**Homolysis energies of R–CN bonds tested against a Hückel delocalisation model**

The table holds electronic C–CN bond energies for seven nitriles from PBE-D4, r2SCAN-D4 and B3LYP-D4 in def2-TZVPP on PBE0-D4/def2-TZVP geometries, with bond lengths, radical angle sums and unrestricted Hartree–Fock ⟨S²⟩. The program fits D = D₀ − b·δ, with δ the Hückel delocalisation of the odd electron from rough recalled heteroatom parameters, to the five rows with a CH₂ radical centre, and compares it with straight lines in bond length and ⟨S²⟩. The fit has a root-mean-square misfit of 1.3 to 1.4 kcal/mol, worst for CH₂Br and CH₂CH₂OCH₃, and falls 22.5 to 24.4 kcal/mol short for ethynyl, which was not fitted. Bond length does not order the six saturated rows (R² = 0.07), and all three functionals give the same order of bond energies. The output also gives the dispersion share and the C–Br shortening for CH₂Br and the torsion of CH₃OCH₂CN.

Calculated values. Homolysis of the R–CN bond in closed-shell nitriles into the doublet radicals R and CN (gas phase, Ansatz 0.2.0); * in the SMILES marks the broken bond. Bond energies are electronic, without zero-point terms, from PBE-D4, r2SCAN-D4 and B3LYP-D4 with the def2-TZVPP basis at PBE0-D4/def2-TZVP geometries, with open shells unrestricted.

## Program and output

```python
# Table: electronic R-CN homolysis energies (kcal/mol), Ansatz 0.2.0, PBE-D4, r2SCAN-D4, B3LYP-D4 in
# def2-TZVPP on PBE0-D4/def2-TZVP geometries. Tested: D = D0 - b*delta with Hueckel delocalisation
# delta of the radical; alternatives: bond length and UHF <S^2>.
T = {
    'R': ['*CBr', '*C#C', '*CC=C', '*CCOC', '*C(F)(F)F', '*CF', '*COC'],
    'formula': ['C2H2BrN', 'C3HN', 'C4H5N', 'C4H7NO', 'C2F3N', 'C2H2FN', 'C3H5NO'],
    'neighbours': ['Br C H H', 'C C', 'C C H H', 'C C H H', 'C F F F', 'C F H H', 'C H H O'],
    'r': [1.444, 1.369, 1.452, 1.453, 1.482, 1.461, 1.471],  # Å
    'ang': [360, None, 360, 360, 334, 355, 354],  # °
    's2': [0.769, 1.108, 0.948, 0.763, 0.754, 0.761, 0.762],
    'e_pbe_d4': [119.1, 162.0, 109.0, 124.5, 113.4, 119.7, 117.0],  # kcal/mol
    'e_r2scan_d4': [114.9, 156.8, 104.4, 120.2, 110.7, 116.0, 114.3],  # kcal/mol
    'e_b3lyp_d4': [119.3, 161.0, 108.7, 124.4, 113.7, 119.7, 117.3],  # kcal/mol
}
import numpy as np
from scipy.constants import e, N_A, calorie
R = T['R']; ix = {s: i for i, s in enumerate(R)}
r = np.array(T['r'], float); s2 = np.array(T['s2'], float)
names = ['PBE', 'r2SCAN', 'B3LYP']
D = np.array([T['e_pbe_d4'], T['e_r2scan_d4'], T['e_b3lyp_d4']], float)
f3 = lambda v: ' '.join('%+6.1f' % x for x in v)
lp = lambda h, k: np.sqrt(h*h/4 + k*k) - h/2   # two levels, three electrons
# Hueckel h, k: rough recalled values; CF3 as if planar; ethynyl loses two butadiene-like conjugations
dl = {'*CBr': lp(1.5, 0.3), '*CF': lp(3.0, 0.7), '*COC': lp(2.0, 0.8), '*CCOC': 0.0,
      '*CC=C': 2*np.sqrt(2) - 2, '*C(F)(F)F': lp(3.0, 0.7*np.sqrt(3)), '*C#C': -2*(2*np.sqrt(5) - 4)}
d = np.array([dl[s] for s in R]); o = np.argsort(D[0]); ref = ix['*CCOC']
print('energies in kcal/mol; triples are PBE r2SCAN B3LYP; rounding 0.05 per value, 0.1 per difference')
print('row, shift from *CCOC (triple), PBE-r2SCAN, B3LYP-PBE')
for i in o:
    print('%-10s %s | %+.1f %+.1f' % (R[i], f3(D[:, i] - D[:, ref]), D[0, i] - D[1, i], D[2, i] - D[0, i]))
print('span strongest - weakest:', f3(np.ptp(D, axis=1)))
print('*CF - *CBr:', f3(D[:, ix['*CF']] - D[:, ix['*CBr']]), '; *CBr - *COC:', f3(D[:, ix['*CBr']] - D[:, ix['*COC']]))
print('shift ratio CF3 / CH2F:', f3((D[:, ix['*C(F)(F)F']] - D[:, ref])/(D[:, ix['*CF']] - D[:, ref])))
fit = [ix[s] for s in ['*CBr', '*CF', '*COC', '*CCOC', '*CC=C']]
P = np.array([np.polyfit(d[fit], y[fit], 1) for y in D])
res = D - (P[:, [1]] + P[:, [0]]*d)
print('Hueckel fit D = D0 - b*delta on the five CH2-centred rows')
for j, n in enumerate(names):
    w = fit[int(np.argmax(abs(res[j, fit])))]
    print('%-7s D0 %.1f b %.1f rms %.1f worst %s %+.1f' % (n, P[j, 1], -P[j, 0], np.sqrt(np.mean(res[j, fit]**2)), R[w], res[j, w]))
print('row, delta, table minus model (triple)')
for i in o:
    print('%-10s %+.3f %s %s' % (R[i], d[i], f3(res[:, i]), '' if i in fit else 'not fitted'))
print('CF3 with delta = 0, table minus model:', f3(D[:, ix['*C(F)(F)F']] - P[:, 1]))
a = ix['*CC=C']; Q = np.array([np.polyfit(d[fit[:4]], y[fit[:4]], 1) for y in D])
print('fit without allyl: b', f3(-Q[:, 0]), '; allyl table minus model', f3(D[:, a] - Q[:, 1] - Q[:, 0]*d[a]))
print('straight line of PBE energy against bond length or UHF <S^2>')
six = [i for i in range(len(R)) if R[i] != '*C#C']
four = [ix[s] for s in ['*CCOC', '*CF', '*COC', '*C(F)(F)F']]
for lab, x, s in [('length, all 7', r, list(range(len(R)))), ('length, 6 sp3', r, six), ('length, 5 CH2', r, fit),
                  ('length, 4 O/F', r, four), ('<S^2>, all 7', s2, list(range(len(R))))]:
    p = np.polyfit(x[s], D[0, s], 1); q = D[0, s] - np.polyval(p, x[s]); w = int(np.argmax(abs(q)))
    print('%-14s slope %+.0f per unit, R^2 %.2f, rms %.1f, worst %s %+.1f'
          % (lab, p[0], 1 - q.var()/D[0, s].var(), np.sqrt(np.mean(q**2)), R[s[w]], q[w]))
p4 = np.polyfit(r[four], D[0, four], 1)
print('O/F line, table minus line: ' + ', '.join('%s %+.1f' % (s, D[0, ix[s]] - np.polyval(p4, r[ix[s]])) for s in ['*CBr', '*CC=C', '*C#C']))
print('length *CCOC - *CC=C %.3f A; *CCOC - *C#C %.3f A; range of 6 sp3 rows %.3f A'
      % (r[ref] - r[a], r[ref] - r[ix['*C#C']], np.ptp(r[six])))
print('shortfall of angle sum from 360 deg: ' + ', '.join('%s %d' % (s, 360 - g) for s, g in zip(R, T['ang']) if g is not None))
# further outputs of the same runs: D4 energies (eV) of BrCH2CN, CH2Br, CN; coordinates (A)
disp = np.array([[-0.11644, -0.045085, -0.012357], [-0.027145, -0.0095977, -0.002701], [-0.18975, -0.074329, -0.02018]])
d4 = (disp[:, 1] + disp[:, 2] - disp[:, 0])*e*N_A/calorie/1000
b = ix['*CBr']
print('*CBr D4 part of D:', f3(d4), '; D without D4: ' + ' '.join('%.1f' % x for x in D[:, b] - d4))
print('*CBr PBE-r2SCAN %.1f, of which D4 %.1f' % (D[0, b] - D[1, b], d4[0] - d4[1]))
m = np.linalg.norm(np.subtract([0.05, 0.42, -0.10], [-1.56, 0.51, -1.18]))
q = np.linalg.norm(np.subtract([-0.01, -0.19, -0.11], [0.18, 1.37, 0.84]))
print('C-Br: molecule %.2f A, radical %.2f A, change %+.2f A (coordinates to 0.01 A)' % (m, q, q - m))
v = np.diff(np.array([[-0.69, -1.10, 0.43], [0.67, -0.71, 0.30], [0.83, 0.66, 0.12], [0.28, 1.14, -1.16]]), axis=0)
n1, n2 = np.cross(v[0], v[1]), np.cross(v[1], v[2])
print('CH3OCH2CN torsion C-O-C-C %.0f deg' % np.degrees(np.arccos(n1 @ n2/np.linalg.norm(n1)/np.linalg.norm(n2))))
assert all((np.argsort(y) == o).all() for y in D)
assert R[o[0]] == '*CC=C' and R[o[-1]] == '*C#C' and R[o[-2]] == '*CCOC'
assert ((-P[:, 0] > 10) & (-P[:, 0] < 25)).all()
assert (D[1] < D[0]).all() and (res[:, ix['*C#C']] > 10).all()
```

Running it gives:

```
energies in kcal/mol; triples are PBE r2SCAN B3LYP; rounding 0.05 per value, 0.1 per difference
row, shift from *CCOC (triple), PBE-r2SCAN, B3LYP-PBE
*CC=C       -15.5  -15.8  -15.7 | +4.6 -0.3
*C(F)(F)F   -11.1   -9.5  -10.7 | +2.7 +0.3
*COC         -7.5   -5.9   -7.1 | +2.7 +0.3
*CBr         -5.4   -5.3   -5.1 | +4.2 +0.2
*CF          -4.8   -4.2   -4.7 | +3.7 +0.0
*CCOC        +0.0   +0.0   +0.0 | +4.3 -0.1
*C#C        +37.5  +36.6  +36.6 | +5.2 -1.0
span strongest - weakest:  +53.0  +52.4  +52.3
*CF - *CBr:   +0.6   +1.1   +0.4 ; *CBr - *COC:   +2.1   +0.6   +2.0
shift ratio CF3 / CH2F:   +2.3   +2.3   +2.3
Hueckel fit D = D0 - b*delta on the five CH2-centred rows
PBE     D0 122.2 b 16.3 rms 1.4 worst *CCOC +2.3
r2SCAN  D0 118.4 b 16.8 rms 1.4 worst *CBr -2.5
B3LYP   D0 122.3 b 16.7 rms 1.3 worst *CCOC +2.1
row, delta, table minus model (triple)
*CC=C      +0.828   +0.3   -0.1   +0.2 
*C(F)(F)F  +0.429   -1.8   -0.5   -1.4 not fitted
*COC       +0.281   -0.6   +0.6   -0.3 
*CBr       +0.058   -2.1   -2.5   -2.0 
*CF        +0.155   +0.1   +0.2   -0.0 
*CCOC      +0.000   +2.3   +1.8   +2.1 
*C#C       -0.944  +24.4  +22.5  +22.9 not fitted
CF3 with delta = 0, table minus model:   -8.8   -7.7   -8.6
fit without allyl: b  +21.6  +15.8  +20.6 ; allyl table minus model   +4.1   -0.8   +3.0
straight line of PBE energy against bond length or UHF <S^2>
length, all 7  slope -444 per unit, R^2 0.86, rms 6.1, worst *CC=C -12.5
length, 6 sp3  slope -102 per unit, R^2 0.07, rms 4.7, worst *CC=C -9.0
length, 5 CH2  slope -7 per unit, R^2 0.00, rms 5.1, worst *CC=C -8.9
length, 4 O/F  slope -367 per unit, R^2 0.97, rms 0.7, worst *CF -1.1
<S^2>, all 7   slope +93 per unit, R^2 0.53, rms 11.2, worst *CC=C -24.8
O/F line, table minus line: *CBr -7.9, *CC=C -15.1, *C#C +7.5
length *CCOC - *CC=C 0.001 A; *CCOC - *C#C 0.084 A; range of 6 sp3 rows 0.038 A
shortfall of angle sum from 360 deg: *CBr 0, *CC=C 0, *CCOC 0, *C(F)(F)F 26, *CF 5, *COC 6
*CBr D4 part of D:   +1.4   +0.3   +2.2 ; D without D4: 117.7 114.6 117.1
*CBr PBE-r2SCAN 4.2, of which D4 1.0
C-Br: molecule 1.94 A, radical 1.84 A, change -0.10 A (coordinates to 0.01 A)
CH3OCH2CN torsion C-O-C-C 66 deg
```
